Dear colleague,

A three-port admittance run on your polysilicon amplifier transistor can fix the back-gate coupling, the overdrive, the channel transit time and, with one extra capacitor, the electrical length and the mobility. I show this on a set of numbers that I made for the exercise from a long-channel model with added overlaps, perturbed and rounded as data are. They come from no real device.

**Device and data.** The transistor is an n-channel thin-film device of drawn length 6 µm and total width $W=600$ µm (taken as exact). It has a top gate g and a metal shield b under the film, which acts as the body terminal. The source is grounded, $V_{DS}=4$ V, $V_{BS}=0$ and $f=10$ MHz. With $y_{kl}=\partial i_k/\partial v_l$ and currents counted into the device, define $C_{kk}=\mathrm{Im}\,y_{kk}/\omega$ and $C_{kl}=-\mathrm{Im}\,y_{kl}/\omega$ for $k\ne l$. At $V_{GS}=5$ V, in fF, with standard uncertainties taken as independent:

| $C_{kl}$ | $l=g$ | $l=d$ | $l=b$ |
|---|---|---|---|
| $k=g$ | 1009 ± 3 | 88 ± 2 | 87 ± 2 |
| $k=d$ | 392 ± 10 | 218 ± 3 | 190 ± 3 |
| $k=b$ | 88 ± 2 | 120 ± 2 | 506 ± 3 |

At the same bias $I_D=1.030\pm0.002$ mA, $g_m=\mathrm{Re}\,y_{dg}=736\pm3$ µS, $g_{mb}=\mathrm{Re}\,y_{db}=177\pm2$ µS and $g_{sd}=\mathrm{Re}\,y_{dd}=9$ µS. At $V_{GS}=6$ V, $I_D=1.897\pm0.002$ mA and $g_m=998\pm3$ µS. A large test capacitor with the same gate insulator has $C'_{ox}=0.345\pm0.003$ fF/µm².

**From the matrix to the circuit.** In the quasi-static picture the terminal charges $Q_k$ depend on the instantaneous voltages, with $C_{kk}=\partial Q_k/\partial V_k$ and $C_{kl}=-\partial Q_k/\partial V_l$. Four terminals give sixteen coefficients. The total charge is constant, so $C_{kk}=\sum_{l\ne k}C_{lk}$, and a common shift of all voltages changes nothing, so $C_{kk}=\sum_{l\ne k}C_{kl}$. Seven of these eight relations are independent, which leaves nine coefficients, as many as the table holds. In the notation of Tsividis, set

$$C_m=C_{dg}-C_{gd},\qquad C_{mb}=C_{db}-C_{bd},\qquad C_{mx}=C_{bg}-C_{gb}.$$

The row rule for g and b and the column rule $C_{dd}=C_{gd}+C_{bd}+C_{sd}$ then give, with $v_{kl}=v_k-v_l$,

$$i_g=j\omega\,(C_{gs}v_{gs}+C_{gd}v_{gd}+C_{gb}v_{gb}),$$

$$i_b=j\omega\,(C_{bs}v_{bs}+C_{bd}v_{bd}+C_{gb}v_{bg}-C_{mx}v_{gb}),$$

$$i_d=(g_m-j\omega C_m)v_{gs}+(g_{mb}-j\omega C_{mb})v_{bs}+(g_{sd}+j\omega C_{sd})v_{ds}+j\omega\,(C_{gd}v_{dg}+C_{bd}v_{db}).$$

This is the complete circuit: six capacitors, two controlled sources between drain and source with $y_m=g_m-j\omega C_m$ and $y_{mb}=g_{mb}-j\omega C_{mb}$, and one between shield and source. The map from the table is linear and invertible, and it needs no device model. With $C_{gs}=C_{gg}-C_{gd}-C_{gb}$, $C_{bs}=C_{bb}-C_{bg}-C_{bd}$ and $C_{sd}=C_{dd}-C_{gd}-C_{bd}$, the elements not read directly from the table are, in fF:

| $C_{gs}$ | $C_{bs}$ | $C_{sd}$ | $C_m$ | $C_{mb}$ | $C_{mx}$ |
|---|---|---|---|---|---|
| 834 ± 4 | 298 ± 4 | 10 ± 4 | 304 ± 10 | 70 ± 4 | 1 ± 3 |

An overlap or wiring capacitor between terminals $k$ and $l$ adds equally to $C_{kl}$ and $C_{lk}$. The six capacitors therefore contain parasitics, while $C_m$, $C_{mb}$ and $C_{mx}$ are free of them.

**The model.** Take the film as fully depleted, with the electrons in a sheet at the front interface, constant mobility $\mu$, electrical length $L$ and no series resistance. Let $C'_b$ be the film and the buried insulator in series, and $\alpha=1+C'_b/C'_{ox}$. In strong inversion the sheet potential follows the channel voltage $V(x)$ up to a constant, and Gauss's law gives the electron charge per area as $-C'_{ox}u$ with

$$u=V_G+(\alpha-1)V_B-\alpha V-V_{T0}.$$

At the source $u=V_{ov}=V_{GS}+(\alpha-1)V_{BS}-V_{T0}$. The drift current and the continuity equation are

$$I(x)=-\frac{W\mu C'_{ox}}{2\alpha}\,\partial_x u^2,\qquad WC'_{ox}\,\partial_t u=-\partial_x I .$$

In saturation $u(L)=0$, so at dc $u=V_{ov}\sqrt{1-\xi}$ with $\xi=x/L$. Writing $C_{ox}=C'_{ox}WL$ and $\omega_0=\mu V_{ov}/(\alpha L^2)$,

$$I_D=\tfrac12 g_mV_{ov},\qquad g_m=\omega_0C_{ox},\qquad g_{mb}=(\alpha-1)g_m .$$

Multiplying the continuity equation by $\xi$ and integrating by parts shows that the drain current is the dc expression at the instantaneous voltages plus $dQ_D/dt$, with $Q_D=-C_{ox}\int_0^1\xi u\,d\xi$. This is the Ward–Dutton partition, and the quasi-static step is to insert the dc profile. The gate and shield charges are $C'_{ox}(V_G-V)$ and $C'_b(V_B-V)$ integrated over the area. Eliminating $V$ in favour of $u$, whose mean is $\tfrac23V_{ov}$, gives up to constants

$$Q_G=\frac{C_{ox}}{\alpha}\Big[(\alpha-1)V_{GB}+\tfrac23V_{ov}\Big],\quad Q_B=\frac{(\alpha-1)C_{ox}}{\alpha}\Big[\tfrac23V_{ov}-V_{GB}\Big],\quad Q_D=-\tfrac4{15}C_{ox}V_{ov}.$$

Differentiate, using $\partial V_{ov}/\partial V_S=-\alpha$. Nothing depends on $V_D$, so the intrinsic $C_{gd}$, $C_{bd}$ and $C_{sd}$ vanish, and

$$C_{gs}=\tfrac23C_{ox},\quad C_{bs}=(\alpha-1)C_{gs},\quad C_{gb}=C_{bg}=\frac{\alpha-1}{3\alpha}C_{ox},$$

$$C_m=\tfrac4{15}C_{ox},\quad C_{mb}=(\alpha-1)C_m,\quad C_{mx}=0,\quad \frac{C_m}{g_m}=\frac{4}{15\,\omega_0}.$$

Here $C_{mx}=0$ is exact within the model because $C'_b$ is constant along the channel. In a bulk transistor the depletion capacitance varies along the channel and $C_{mx}$ is only small.

**Inversion.** The conductances give $\alpha=1+g_{mb}/g_m=1.240\pm0.003$ and $V_{ov}=2I_D/g_m=2.80\pm0.01$ V, hence $V_{T0}=2.20$ V. The saturation voltage $V_{ov}/\alpha$ is 2.26 V at the first bias and 3.06 V at the second, both below 4 V as assumed.

There are two routes to $C_{ox}$. Route A uses the source element, $C_{ox}=\tfrac{15}{4}C_m$, and assumes nothing about overlaps. It amounts to reading the delay $C_m/g_m=0.413\pm0.014$ ns, a lag of 1.5° at 10 MHz. Route B assumes equal gate overlaps at source and drain. The 88 fF of $C_{gd}$ is pure overlap, so the intrinsic $C_{gs}$ is $C_{gg}-2C_{gd}-C_{gb}=746\pm5$ fF and $C_{ox}$ is $\tfrac32$ of that. With $C'_{ox}W=207$ fF/µm,

$$L=\frac{C_{ox}}{C'_{ox}W},\qquad \mu=\frac{\alpha\,\omega_0L^2}{V_{ov}}=\frac{(g_m+g_{mb})\,g_m\,C_{ox}}{2I_D\,(C'_{ox}W)^2}.$$

| | $C_{ox}$ (fF) | $\omega_0$ ($10^8$ s⁻¹) | $L$ (µm) | $\mu$ (cm²/V s) |
|---|---|---|---|---|
| Route A | 1140 ± 38 | 6.46 ± 0.22 | 5.51 ± 0.19 | 87 ± 3 |
| Route B | 1119 ± 8 | 6.58 ± 0.05 | 5.41 ± 0.06 | 85 ± 2 |

The parasitics follow. By route B the channel is 0.30 µm shorter than drawn at each end, and that strip at 207 fF/µm accounts for 70 per cent of the gate–drain overlap, the rest being fringing. The intrinsic $C_{gb}$ is 72 fF, leaving 15 fF of wiring, and the 10 fF of $C_{sd}$ is extrinsic too. The coupling gives $C'_b=0.083$ fF/µm². With a relative permittivity of about 3.9 for SiO₂ the oxide-equivalent thicknesses are 100 nm in front and 0.42 µm behind.

Several relations remain as tests. The two values of $C_{ox}$ differ by 21 fF against a bar of 38 fF. The ratio $C_{mb}/C_m=0.230\pm0.014$ and, with equal shield overlaps, $(C_{bs}-C_{bd})/(C_{gs}-C_{gd})=0.239\pm0.007$ should both equal $\alpha-1$, and $C_{mx}$ should vanish. My numbers pass by construction. On your wafers these are real tests of full depletion and of the calibration.

**Uniqueness.** Within the model the transistor's own data fix $\alpha$, $V_{ov}$, $C_{ox}$ and $\mu/L^2=\alpha\omega_0/V_{ov}=2.92\times10^8$ V⁻¹s⁻¹ (route B), and no more. The substitution $L\to\kappa L$, $\mu\to\kappa^2\mu$, $C'_{ox}W\to C'_{ox}W/\kappa$ changes no current and no admittance. The test capacitor removes this freedom. Inserting the drawn 6 µm does not remove it correctly: the transit-time formula then returns 105 cm²/V s, 23 per cent above route B, and the dc formula $\mu=\alpha g_mL/(C'_{ox}WV_{ov})$ returns 95 cm²/V s, 11 per cent above. The two agree only at $L=C_{ox}/(C'_{ox}W)$.

The second ambiguity is peculiar to polysilicon. Part of the induced charge fills grain-boundary traps and the barriers fall as the gate voltage rises, which one often describes by an effective mobility $\mu\propto u^\gamma$. The current is still the gradient of a function of $u$, so the partition holds, now with $u=V_{ov}(1-\xi)^p$ and $p=1/(2+\gamma)$. Then

$$C_{gs}=\frac{C_{ox}}{1+p},\qquad \frac{C_m}{C_{gs}}=\frac1{2+p},\qquad \frac{I_D}{g_m}=pV_{ov}.$$

The ratio $C_m/C_{gs}$ is 0.400 for $\gamma=0$ and 0.417 for $\gamma=0.5$, and the data give $0.408\pm0.014$, which admits both. Yet $\gamma=0.5$ would mean $V_{ov}=3.50$ V and $C_{ox}=1044$ fF, 7 per cent lower. One bias point cannot decide, and this is why the second is there. The slope of $I_D/g_m$ against $V_{GS}$ is $p=(1.901-1.399)\,\mathrm{V}/(1\,\mathrm{V})$, or $0.501\pm0.009$ from the unrounded ratios, so $\gamma=-0.01\pm0.03$. If $p$ is left free, its bar adds 0.6 per cent to $C_{ox}$ by route B. Traps that follow dc but not 10 MHz would spoil the mixing of $I_D$ with $\mathrm{Re}\,y_{dg}$. For a square law the dc secant equals the mean of the two values of $g_m$, and both are 867 µS here, so this set shows no dispersion.

**How the bars carry through.** The logarithmic derivative of the formula for $\mu$ gives contributions of 0.7 per cent from $g_m$, 0.2 from $g_{mb}$, 0.2 from $I_D$ and 1.7 from $C'_{ox}$, which enters squared. The term from $C_{ox}$ is 0.7 per cent by route B and 3.4 by route A, and the totals in quadrature are 2.0 and 3.9 per cent. Route A is weak because $\mathrm{Im}\,y_{dg}$ sits beside a much larger real part. A phase uncertainty of 0.05° at 10 MHz is a delay of 14 ps, which times $g_m$ is the 10 fF in the table. A residual delay in the drain port cannot be told from transit time and shifts $C_m/g_m$ and $C_{mb}/g_{mb}$ alike, so their ratio will not expose it. Only route B will.

**Neglected terms.** A higher frequency eases the phase problem until the quasi-static step fails, and that limit can be computed. Linearise the continuity equation with $w=u\,\delta u$, $z=1-\xi$ and $s=j\omega/\omega_0$. This gives $w''=s\,z^{-1/2}w$ with $w(0)=0$, solved by

$$w=z+\tfrac4{15}s\,z^{5/2}+\tfrac1{45}s^2z^4+\tfrac4{4455}s^3z^{11/2}+\dots$$

The drain current is proportional to $w'(0)$ and the drive to $w(1)$, so

$$\frac{y_m}{g_m}=\frac{1}{1+\tfrac4{15}s+\tfrac1{45}s^2+\tfrac4{4455}s^3+\dots}.$$

The first-order term reproduces $C_m/g_m=4/(15\omega_0)$ without any partition of charge. With $\theta=\omega/\omega_0$ the real part falls by the fraction $\tfrac{11}{225}\theta^2$ and the apparent $C_m$ by $0.030\,\theta^2$. At $\theta=0.096$ these are $4\times10^{-4}$ and $3\times10^{-4}$. At 30 MHz the first is still only 0.4 per cent, while a fixed phase uncertainty costs a third as much.

Resistances matter more. A gate resistance divides $y_{dg}$ by $1+j\omega R_gC_{gg}$ and adds $g_mR_gC_{gg}$ to the apparent $C_m$. For an illustrative 10 Ω this is 7 fF, close to the bar, and it leaves route B untouched to first order in $\omega$. A source resistance divides $g_m$, $g_{mb}$ and the intrinsic $C_{gs}$ by $1+(g_m+g_{mb})R_s$. An illustrative 20 Ω lowers each by 1.8 per cent, so $L$ by route B comes out low by that amount and $\mu$ by about 5 per cent, more than its statistical bar. It also raises $p$ by about $\alpha\bar g_mR_s/2=0.011$, with $\bar g_m$ the mean transconductance, enough to mask $\gamma\approx0.04$. Nothing in this data set isolates $R_s$, so please add devices of other lengths. Finally, if $I_D$ rises linearly with $V_{DS}-V_{ov}/\alpha$, then $g_m=2I_D/V_{ov}-g_{sd}/\alpha$ and the true overdrive is 1.0 per cent below the value above. This holds only short of the kink region, where impact ionisation charges the film and full depletion is lost.

The model's answer for this set is $\alpha=1.240\pm0.003$, $V_{T0}=2.20\pm0.01$ V, $L=5.41\pm0.06$ µm and $\mu=85\pm2$ cm²/V s, all before correction for series resistance, which would raise both $L$ and $\mu$. I chose the underlying values so that the mobility falls in the range typical of laser-crystallised n-channel films, roughly 50 to 150 cm²/V s. The constant mobility is the kindest feature of my numbers, and on real films near threshold you should expect $\gamma>0$ and determine $p$ before anything else.